**Question**

I am trying to read this equation of state of silicon:

Equation of state of diamond-type silicon, computed with DFTK 0.8.2 using the PBE functional, PseudoDojo 0.4.1 standard norm-conserving pseudopotentials, a 653 eV plane-wave cutoff, an 8×8×8 k mesh and Fermi–Dirac smearing of 0.05 eV. The static lattice is scaled evenly, and energies are counted from the minimum of the fitted curve.

```tsv
volume (Å³/atom)	energy (meV/atom)	pressure (GPa)
18.95	34.36	7.870
19.36	17.65	5.440
19.76	6.76	3.250
20.16	1.11	1.270
20.57	0.19	-0.510
20.97	3.53	-2.120
21.37	10.71	-3.560
```

1. At which volume would the crystal rest if I let it go?
2. The row at 20.16 Å³ is under more than 1 GPa, yet its energy is only about 1 meV per atom. How do these fit together?
3. Does squeezing cost more than stretching by the same volume, and why?
4. Would bonds that act as ideal springs explain this?
5. Which digits can I trust?
6. What would change with another functional, or with germanium?

**Answer**

**1. The resting volume.** Look for the change of sign in the pressure, not for the lowest energy in the list. A positive pressure means that the crystal would expand if released, a negative one that it would shrink. The sign changes between 20.16 and 20.57 Å³, and a straight line between these two rows crosses zero at 20.45 Å³ per atom. The minimum of the curve fitted to the energies lies at the same volume.

**2. High pressure, small energy.** Pressure is minus the slope of energy against volume. Near the bottom of a valley the slope grows in proportion to the distance from the minimum, but the height grows only with its square. With energy $E$ per atom, pressure $P$, volume $V$, resting volume $V_0$ and bulk modulus $B$,

$$P \approx -B\,\frac{V-V_0}{V_0},\qquad E \approx \frac{B\,(V-V_0)^2}{2V_0} = \frac{P^2V_0}{2B}.$$

The fitted modulus is 88.4 GPa. For the row at 20.16 Å³ the energy should therefore be $1.27^2\times20.45/(2\times88.4)=0.187$ GPa Å³, or 1.16 meV after conversion. The table has 1.11 meV. This row was among the seven energies that fixed $V_0$ and $B$, so the estimate shows how the two columns hang together and is not an independent prediction.

**3. Squeezing against stretching.** Squeezing costs more. The most expanded row lies 10.71 meV above the minimum, and on the fitted curve a compression by the same volume costs 12.55 meV, about 17 % more. The modulus taken between neighbouring rows tells the same story: it falls at every step, from 115 GPa at the compressed end to 76 GPa at the expanded end.

The limiting cases show why. If the atoms are pulled far apart, the bonds break and the force between them fades to nothing. If they are pushed together, the electrons are confined to less room and the Pauli principle keeps them from sharing the same states, so the energy climbs ever more steeply. The valley must therefore have a steep wall on the compressed side and a flattening one on the other. These limits make a lopsided minimum plausible, but they do not fix its exact shape, and total energies alone do not separate the causes.

**4. Ideal springs.** They explain only a part. When diamond-type silicon is scaled evenly, the bond angles stay fixed and only the bond length $d$ changes, so a spring model has energy proportional to $(d-d_0)^2$, where $d_0$ is the resting length. An equal step in volume changes $d$ more on the compressed side than on the expanded one, so even ideal springs make squeezing cost more, but not by enough. A useful test is how many GPa the modulus gains per GPa of pressure. For an energy of the form $[(V/V_0)^n-1]^2$, differentiation gives $2-3n$ at the minimum:

- parabola in bond length, $n=1/3$: a gain of 1
- parabola in $1/d^2$, $n=-2/3$: a gain of 4

The fit to the energies gives 4.25. The computed modulus of the crystal thus rises about four times as fast with pressure as that of a crystal held by ideal springs. The second form, known as the second-order Birch–Murnaghan equation, has the steep and the flattening side built in. At the strongest compression it falls short of the computed energy by 0.2 meV, the springs by 2.7 meV. The output below compares these two parabolas and one in volume, all with the same fitted $V_0$ and $B$, and fits a straight line to the modulus against pressure over the six intervals.

**5. Digits.** Within this calculation, 20.45 Å³ and 88 GPa are sound figures, though a denser mesh or a higher cutoff could shift the last digit. Be careful with slopes taken from the printed columns: the volume steps are really equal, but rounding makes some of them 0.41 and others 0.40 Å³, which alone changes a modulus by up to 2 %.

As a statement about real silicon, the figures are less exact. PBE is known to make silicon slightly larger and softer than measurements find. The atomic vibrations left out here would enlarge and soften it a little more, so they do not account for the difference.

**6. Another functional or element.** A functional that binds more tightly, such as the local density approximation, gives a smaller and stiffer crystal. The link between size and stiffness is strong: in this table the modulus falls roughly as the 13th power of the bond length, so each extra percent of length lowers it by about 12 %. That figure holds for one functional with the volume changed by pressure, so it is only a hint of how much a change of functional would do. Germanium has longer and weaker bonds and is known to be softer. Its valley should be lopsided in the same direction, because the two limiting cases are the same.

The analysis program printed:

```
Bond length in angstrom and misses of three parabolas in meV per atom (model less table):
    row  bond length  parabola in volume  parabola in bond length  parabola in V^(-2/3)
  18.95        2.309              -4.272                   -2.725               -0.2267
  19.36        2.325              -1.618                   -1.025              -0.08724
  19.76        2.341             -0.3955                  -0.2494              -0.02292
  20.16        2.357            -0.02518                 -0.01504             0.0003598
  20.57        2.373            0.003333                 0.002582              0.001461
  20.97        2.388                0.16                  0.09824              0.007817
  21.37        2.403              0.8649                   0.5264               0.04002
Intervals from the row above to this row:
    row  middle volume  mean pressure GPa  minus energy slope GPa  local bulk modulus GPa
  19.36          19.16              6.655                   6.638                   115.4
  19.76          19.56              4.345                   4.326                   106.2
  20.16          19.96               2.26                   2.245                   98.01
  20.57          20.37               0.38                  0.3655                   89.89
  20.97          20.77             -1.315                  -1.327                   82.91
  21.37          21.17              -2.84                  -2.852                    75.6
fit of bm on 6 rows: constant 88.08 +/- 0.22, coefficient of pm 4.169 +/- 0.062; rms 0.404, worst 21.37 0.644, leave-one-out rms 0.715
Volume of zero pressure by straight line between rows (angstrom^3/atom): 20.45
Given cell below the equilibrium volume (%): 1.387
Same shortfall estimated as pressure over bulk modulus (%): 1.437
Energy of the given cell estimated from its pressure (meV/atom): 1.164
Equilibrium bond length (angstrom): 2.368
Cost of a compression as large as the expansion of the last row, from the fitted curve (meV/atom): 12.55
That compression costs more than the expansion by (%): 17.21
Largest difference of mean pressure and energy slope (GPa): 0.01871
Local bulk modulus, most compressed interval over most expanded (ratio): 1.527
Loss of bulk modulus per percent of bond length (%, logarithmic slope): 12.68
Largest error of local modulus from pressures rounded to 0.01 GPa (GPa): 0.525
Volume change that costs 1 meV per atom near the minimum (%): 1.331
```
